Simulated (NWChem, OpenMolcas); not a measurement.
How basis sets differ on CH3BO (Borane carbonyl)

The species is CH3BO (6 atoms), meant as a singlet with charge 0. As SMILES, `[BH3-]C#[O+]`. The shape is that of a PBE0-D4/def2-TZVP optimisation.

```xyz
6

B    -0.2752    0.4197   -0.1999
C     0.4942   -0.7557    0.3593
O     1.0683   -1.6311    0.7763
H    -1.4371    0.1217   -0.0503
H     0.0695    0.4851   -1.3568
H     0.0803    1.3602    0.4715
```

Each level gives the dipole moment (D). The values are calculated.

```json
{"level": "HF/STO-3G", "kind": "Hartree–Fock", "program": "OpenMolcas", "value (D)": "2.86", "CPU time": "1.6 s"}
{"level": "HF/3-21G", "kind": "Hartree–Fock", "program": "NWChem", "value (D)": "1.84", "CPU time": "1.2 s"}
{"level": "HF/6-311G**", "kind": "Hartree–Fock", "program": "NWChem", "value (D)": "1.75", "CPU time": "5.7 s"}
{"level": "HF/def2-TZVP", "kind": "Hartree–Fock", "program": "OpenMolcas", "value (D)": "1.68", "CPU time": "14 s"}
```

The values span 1.68 to 2.86 D. Sets without polarisation functions give poor dipoles. Times are those of the runs behind each value, whatever else they computed, on shared processors of several kinds: orders of magnitude only.

The dipole falls at every step from HF/STO-3G to HF/def2-TZVP, but nearly all of the drop, from 2.86 to 1.84 D, comes between the two sets that lack polarisation functions. Flexibility in the valence shell therefore matters most here. The moment reflects a balance between donation of the carbon lone pair into the empty boron orbital, back-donation from the B–H bonds into CO π*, and the polarity of CO itself. A minimal set, with its fixed orbital sizes, cannot adjust to the electron-rich, hydridic BH3 end and probably misjudges this balance. The closeness of 3-21G to the larger sets probably owes something to cancelling errors.

All the values are far below what the full formal charges on boron and oxygen would imply, as expected for a dative bond with delocalised charge. The smallest value need not be the most accurate: Hartree–Fock exaggerates the C⁺O⁻ polarity of free CO, which here would oppose the donation dipole, so correlation could well raise the moment again.
